## Valence levels of AlN at the zone-boundary point M

Electrons in a crystal are waves, and their energies depend on the direction and length of the wave. The question is where the four highest filled levels of wurtzite AlN lie at M, the point (0.5, 0, 0), given the levels at other points. Points a, b and c are coordinates along the reciprocal cell vectors. Level under 1 is the highest filled level, level under 2 the next, and zero is the valence top at $\Gamma$, the point (0, 0, 0).

ABINIT 10.8.3, plane-wave DFT with the LDA functional and PseudoDojo NC SR LDA v0.4 stringent pseudopotentials, for wurtzite AlN at a given, unrelaxed geometry. The k mesh is 8x8x4, the wave cutoff 979.61 eV and the Fermi-Dirac smearing 0.05 eV, without spin polarisation or spin-orbit coupling. Level energies are relative to the valence top.

```
point a (reciprocal cell vector)  point b (reciprocal cell vector)  point c (reciprocal cell vector)  level under 4 (eV)  level under 3 (eV)  level under 2 (eV)  level under 1 (eV)
                          0.0000                            0.0000                            0.0000              -0.837              -0.178              -0.178               0.000
                          0.2500                            0.0000                            0.0000              -2.428              -1.554              -0.442              -0.384
                          0.5000                            0.0000                            0.0000                   ?                   ?                   ?                   ?
                          0.3750                            0.2500                            0.0000              -3.624              -2.798              -2.170              -2.035
                          0.0000                            0.0000                            0.2500              -0.745              -0.745              -0.279              -0.279
                          0.1250                            0.0000                            0.5000              -1.048              -1.048              -0.674              -0.674
                          0.5000                            0.0000                            0.5000              -1.449              -1.449              -1.360              -1.360
```

### Two nitrogen layers and one isolated state

The columns rank levels by energy, so one column can pass from one kind of state to another. What groups the levels in pairs is the stacking: each cell holds two nitrogen layers. An evenly spaced chain of hydrogen atoms, described with two atoms per cell, is the simpler relative. Its levels come in pairs, in step and out of step between neighbours, which meet at the zone edge:

$$E=m\pm h\cos(\pi c)$$

Here $m$ is the mean of the pair and $h$ half its splitting at $c=0$. The likeness ends where AlN has several p orbitals that can mix.

At $\Gamma$ two doublets, at −0.178 and −0.837 eV, form such a pair; the table, with four levels per point, cuts off the second level of the lower one. They give $m=-0.51$ and $h=0.33$ eV. The formula then gives both doublets at $c=0.25$ to within 0.01 eV, although that row did not enter $m$ or $h$. At $c=0.5$ the levels do meet in pairs, as the symmetry of the stacking demands.

On the way from $\Gamma$ to M, one nitrogen p orbital stays apart from the others. It lies in the layer and points across the path, so it changes sign under a mirror that leaves the other p orbitals unchanged. This odd state can be followed alone. Hopping between nearest neighbours within a layer makes its mean follow a cosine, so in this approximation $m$ changes equally in both halves of the path.

The splitting needs more care, because a nitrogen atom has two kinds of neighbour in the next layer. Towards one the orbital stands side-on, towards the others partly head-on, and these contributions, $x$ and $y$, have opposite signs if the head-on part prevails, as is assumed here. At $\Gamma$ they partly cancel; at M the wave has reversed one of them, and they reinforce. Thus $h$ runs from $|x+y|$ through $\sqrt{x^2+y^2}$ to $|x-y|$, which gives

$$h_M^2=2h_{mid}^2-h_\Gamma^2$$

### Forecast for M

Midway, at (0.25, 0, 0), the levels at −0.384 and −1.554 eV are taken as the odd pair, with mean −0.969 and half splitting 0.585 eV. This assignment is an inference. The lower partner is supported by the extrapolated mean, which falls within 0.1 eV of both pairs at L, the point (0.5, 0, 0.5), though this test also helped to choose it. The upper partner is less certain, since the level at −0.442 eV lies so close that it could be the odd one instead. That choice would lower the forecast for the highest level by about 0.1 eV.

$$m_M=2(-0.969)+0.508=-1.43\ \text{eV}$$

$$h_M=\sqrt{2(0.585)^2-(0.330)^2}=0.76\ \text{eV}$$

The odd levels should therefore lie at $-1.43\pm0.76$ eV. The upper even level, one that the mirror leaves unchanged, is continued by a single cosine from 0 through −0.442 eV. Its partner is placed as far below the upper pair at L as this level lies above it. The error bars are judgements:

- highest level, odd: −0.67 ± 0.2 eV
- second, even: −0.88 ± 0.3 eV
- third, even: −1.84 ± 0.5 eV
- fourth, odd: −2.19 ± 0.3 eV

The expected pattern is two close levels, a wide step, and two lower levels, with the top above that at L but below that at $\Gamma$.

The withheld rows as computed:

```
point a (reciprocal cell vector)  point b (reciprocal cell vector)  point c (reciprocal cell vector)  level under 4 (eV)  level under 3 (eV)  level under 2 (eV)  level under 1 (eV)
                          0.5000                            0.0000                            0.0000              -3.361              -2.080              -1.793              -0.664
```

### What held and what failed

The highest level, computed at −0.664 eV, agrees with the forecast in energy. Whether it is the odd one is not shown, as the output gives no symmetry labels: with the two top levels midway swapped, the single cosine would put an even level at −0.77 eV, also within the bar. Keeping the layer splitting as it is at $\Gamma$, about the upper pair at L, would have put it at −1.03 eV. If the level is odd, the growth of the splitting towards M is therefore essential to the estimate.

The forecast pattern is wrong, however: the highest and the lowest of the four each stand alone, with two closer levels between them and a wide step on either side. The second and fourth forecasts are too high by 0.91 and 1.17 eV, far outside their bars. The third is too high by 0.24 eV and stays inside its wide bar.

That third level is probably the lower odd one. The odd pair would then have a half splitting of 0.71 eV and a mean of −1.37 eV, which almost coincides with the upper pair at L, where the layer splitting vanishes. The model would have put the mean slightly too low and made the splitting slightly too large, and the two errors would cancel in the top level, so its very close agreement is partly luck. On this reading the forecast for the lower odd level was only 0.11 eV too low but had the wrong rank, while the third forecast, made for an even level, came close to an odd one by accident.

The even forecasts failed at their construction. Three of the four levels at M lie below both pairs at L, so at least one pair there lies above both levels from which it grows. Placing partners evenly about such a pair cannot work. Theory offers a likely reason: the p orbital along the path and the one along the stacking axis are both even, so they mix and push each other apart by an amount that changes along the way. If the top level is indeed odd, a few known points can carry a level across the zone when symmetry isolates it; where mixing reshapes the level, the model has to include that mixing.
